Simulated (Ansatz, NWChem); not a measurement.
**How basis sets differ on SbH2 (SMILES [SbH2])**

The species is SbH2 (3 atoms), meant as a doublet with charge 0. As SMILES, `[SbH2]`. The shape is that of a PBE0-D4/def2-TZVP optimisation.

```jsonl
{"atom": "Sb", "x (Å)": "0.6598", "y (Å)": "-0.3463", "z (Å)": "0.3157"}
{"atom": "H", "x (Å)": "0.0467", "y (Å)": "1.2442", "z (Å)": "0.1632"}
{"atom": "H", "x (Å)": "-0.7173", "y (Å)": "-0.9627", "z (Å)": "-0.4921"}
```

Each level gives the electronic atomisation energy (eV). The values are calculated. Electronic energies at fixed atoms, without zero-point motion or spin-orbit coupling.

```json
{"level": "UB3LYP/def2-TZVP (core potential)", "kind": "global hybrid", "program": "NWChem", "value (eV)": "5.62"}
{"level": "UB3LYP/STO-3G", "kind": "global hybrid", "program": "Ansatz", "value (eV)": "7.90"}
{"level": "UB3LYP/def2-SVP (core potential)", "kind": "global hybrid", "program": "NWChem", "value (eV)": "5.53"}
{"level": "UB3LYP/def2-TZVPP (core potential)", "kind": "global hybrid", "program": "NWChem", "value (eV)": "5.63"}
{"level": "UB3LYP/def2-QZVPP (core potential)", "kind": "global hybrid", "program": "NWChem", "value (eV)": "5.65"}
```

All-electron rows without a relativistic Hamiltonian named are non-relativistic, while core potentials hold scalar relativity, so basis and relativity change together. The values span 5.53 to 7.90 eV. Without the sets that lack polarisation functions the rows with a basis span only 5.53 to 5.65 eV.

Within the def2 series the atomisation energy rises steadily from 5.53 to 5.65 eV, with most of the gain already made at triple zeta. The direction is the expected one: larger sets give the electrons more freedom to polarise towards the bonds, which lowers the energy of the molecule more than that of the separate atoms. The modest size of the gain fits two simple Sb–H single bonds, built mainly from Sb 5p and H 1s orbitals and set nearly at a right angle, with the 5s pair largely left out of the bonding.

The STO-3G value of 7.90 eV breaks this pattern and shouldn't be read as stronger bonding. Its hydrogen function is contracted to suit a bonded atom, so free hydrogen lies too high in energy; this probably accounts for much of the excess, alongside a possible contribution from the different treatment of the antimony core. The close agreement of the larger sets supports near-convergence with basis for this functional, but doesn't establish the functional's own accuracy for the Sb–H bond.
